A fraction of a 2p electron taken from Al2+: seven questions

The table follows one spherical, spin-polarised SCAN ion as x, the number under "electrons removed", runs from 0 to 1. E(x) is the energy relative to x = 0, ε an orbital level, and Σ<r²> the mean square radius summed over all electrons. The deviation is E(x) − x·E(1).

Spherical all-electron Al2+ (Z = 13) computed with B-spline radial atomic code 1, using non-relativistic, spin-polarised SCAN at the basis limit. A fraction of an electron is removed from 2p at highest spin, and energy changes are from the starting configuration [Ne] (3s)1+0, where (nl)a+b means a electrons of spin up and b of spin down.

```
electrons removed (electrons)  energy less that of the starting configuration (eV)  ε(highest occupied) (eV)  Σ<r²> (bohr²)  outermost mean radius (bohr)  deviation from the straight line (eV)
                        0.000                                                    0                   -24.679          9.232                        2.2033                                  0.000
                        0.200                                               18.955                   -27.395          8.730                        2.1364                                 -2.384
                        0.260                                               24.869                   -28.225          8.589                        2.1176                                 -2.872
                        0.440                                               43.251                   -30.773          8.186                        2.0635                                 -3.695
                        0.500                                               49.593                   -31.631          8.061                        2.0468                                 -3.755
                        0.550                                               54.961                   -32.354          7.958                        2.0330                                 -3.721
                        0.710                                               72.645                   -34.719          7.640                        1.9899                                 -3.108
                        0.830                                               86.421                   -36.512          7.418                        1.9601                                 -2.136
                        0.960                                               101.84                   -38.507          7.185                        1.9283                                 -0.583
                        1.000                                               106.70                   -39.125          7.116                        1.9190                                  0.000
```

1. Which electron leaves, and what does the last row describe?

The 3s electron stays throughout. Highest spin means that the charge leaves the spin-down half of 2p, (2p)3+3 going to (2p)3+2, so the unpaired 2p spin lies parallel to 3s and the number of unpaired electrons rises from one to two. The last row is Al3+ 2p5 3s1, a core-hole excited state, whereas ground-state Al3+ is 2p6. The 106.70 eV is therefore the cost of an inner-shell hole. It exceeds the ordinary ionisation energy of Al2+ by the energy that lifts an electron of Al3+ from 2p to 3s.

2. Which is larger, the slope of E or the depth of the highest occupied level?

The slope is larger in every interval. Between the first two rows it is 18.955/0.200 = 94.8 eV per electron, 3.6 times the mean depth of the level there, and the factor falls steadily to 3.1 in the last interval. Janak's theorem ties the slope to the orbital whose occupation n changes:

∂E/∂n = ε, so dE/dx = −ε(2p↓)

The highest occupied level is 3s, a spectator. Integrating its depth over x by the trapezoid rule gives 31.7 eV, 30 % of E(1). The theorem can be used in reverse, to infer the 2p level from the slope, but such an inference does not test it.

3. Why does the curve sag, and with what shape?

A conducting sphere of radius R being charged is the simplest analogue. Its energy Q²/2R is quadratic, because each bit of charge removed leaves the rest less repelled and more tightly bound. A cubic expansion of E, less its chord, must vanish at both ends:

deviation = −x(1 − x)(K0 + K1·x)
U(x) = d²E/dx² = 2(K0 − K1) + 6·K1·x

A least-squares fit to the eight inner rows with K1 = 0 gives U = 30.0 eV and misses by up to 18.5 meV. Freeing K1 gives K0 = 14.83 eV and K1 = 0.37 eV, with a worst miss of 0.8 meV against a rounding of 0.5 meV. The numbers thus show a near parabola whose curvature climbs from 28.9 to 31.2 eV. Theory argues the sign of K1: the shell shrinks as screening is lost, and a smaller R means a larger e²/R.

The analogy stops at the size. The fitted U corresponds to e²/U = 0.91 bohr, which is not a 2p radius. A rigid hydrogenic 2p shell with Slater's screening constants (rough recalled values) gives a repulsion of order 40 eV, a scale only. Exchange and the inward relaxation of the other electrons both lower U from such a frozen value, and a classical sphere of fixed radius has neither.

4. How well does one level at half removal give the whole energy?

Differentiating the cubic form gives

dE/dx − E(1) = −K0 + 2(K0 − K1)·x + 3·K1·x²

At x = ½ the terms in K0 cancel and −K1/4 = −0.09 eV is left, under 0.1 % of E(1). This is Slater's transition state: the midpoint rule is exact for a parabola, so only the cubic term spoils it. The implied 2p levels are −91.9, −106.6 and −121.9 eV at x = 0, ½ and 1. The level of the unperturbed ion, read as a binding energy, would fall short of E(1) by K0, about U/2. All of this concerns consistency within SCAN and says nothing of agreement with a spectrum.

5. Why does the 3s level deepen, and why more slowly than 2p?

The 3s level drops by 14.446 eV over the sweep, while the inferred 2p level drops by 30.0 eV, 2.08 times as much. Over one whole electron each drop is the mean of a second derivative of E, one within 2p and one between 2p and 3s, and the second is smaller because the diffuse 3s electron lies farther from the lost charge. If the lost charge lies wholly inside the 3s orbital, 3s sees an added point charge x·e, and its level deepens at a rate of about e²/<r>, with <r> the outermost mean radius and e² = 27.211 eV bohr.

For the first interval, 27.211/2.2033 = 12.35 eV and 27.211/2.1364 = 12.74 eV, with mean 12.54 eV per electron. The table gives (27.395 − 24.679)/0.200 = 13.58, which is 1.083 times the estimate. Nothing is fitted, though the radii come from the same calculation. The ratio stays between 1.080 and 1.096 in all nine intervals, and the integrated model, 13.28 eV, is 8 % below the computed drop. The correct average is <1/r>, which always exceeds 1/<r> and pushes the right way. Penetration of 3s into the core and contraction of the remaining core push the other way. These parts are argued and not separated by the numbers.

Screened hydrogenic scaling does worse. With a 2p electron screening 3s by Slater's 0.85, the effective charge goes from 4.20 to 5.05. The predicted radius ratio is 1.202 against 2.2033/1.9190 = 1.148, and the predicted level ratio 1.446 against 1.585, so one effective charge cannot describe both. Part of the level mismatch is probably SCAN's own: leftover self-repulsion makes the 3s level too shallow, and a similar upward shift at both ends raises the ratio. The contraction of 3s also shows in Σ<r²>, which falls by 2.116 bohr² while the square of the 3s mean radius alone falls by 1.172 bohr². Roughly half or more of the fall comes from an electron that was never removed.

6. What would change with another spin, shell or element?

These answers are argued from the mechanism. Removing spin-up 2p charge would cost 3s part of its exchange attraction to parallel 2p electrons, so E(1) would be somewhat higher and 3s would deepen a little less. Mixed second derivatives are symmetric, so removing 3s charge would deepen the 2p↓ level at an initial rate near 13 to 14 eV per electron. On that path the slope would start at 24.679 eV and the sag would be much smaller, since the diffuse 3s charge repels itself far less than the compact 2p charge does. In Si3+ the 2p effective charge rises by one unit from about 9, so hydrogenic scaling suggests a U larger by about a tenth, and Mg+ lies the other way.

7. Is the sag delocalisation error, and which digits hold?

Semilocal functionals, SCAN included, leave part of the Hartree curvature uncancelled, and convexity in fractional charge is the established result. Two things stop −3.755 eV from being a clean measure of it. The exact straight-line condition joins ground states, and this chord ends on an excited state. Also, the spherical hole is shared by three orbitals, each holding 1 − x/3. With a common repulsion J, the Hartree energy ½(3 − x)²J of the spin-down shell has curvature J. The three self terms ½(1 − x/3)²J supply only J/3, and the three pair terms (1 − x/3)²J supply 2J/3. Removing each orbital's repulsion on itself would leave most of the bare curvature. The last row still has occupations of 2/3 and no spin-orbit splitting, so it is no resolved level of the ion.

As for digits, the last two energies carry two decimals, and their difference gives a slope of (106.70 − 101.84)/0.04 = 121.5 eV per electron, uncertain by up to 0.25. Fitting E less the deviation as x·E(1) through the rows 0.200 to 0.830 sharpens E(1) to 106.695 eV and that slope to 121.3. The 3s level scatters by up to 6 meV about a quadratic in x, ten times its rounding, and a cubic hardly helps, so its third decimal should not be trusted. Sensitivity of SCAN to the radial grid is a guess at the cause. The total energy is stationary with respect to the orbitals and a level is not, which fits the smoother behaviour of E.
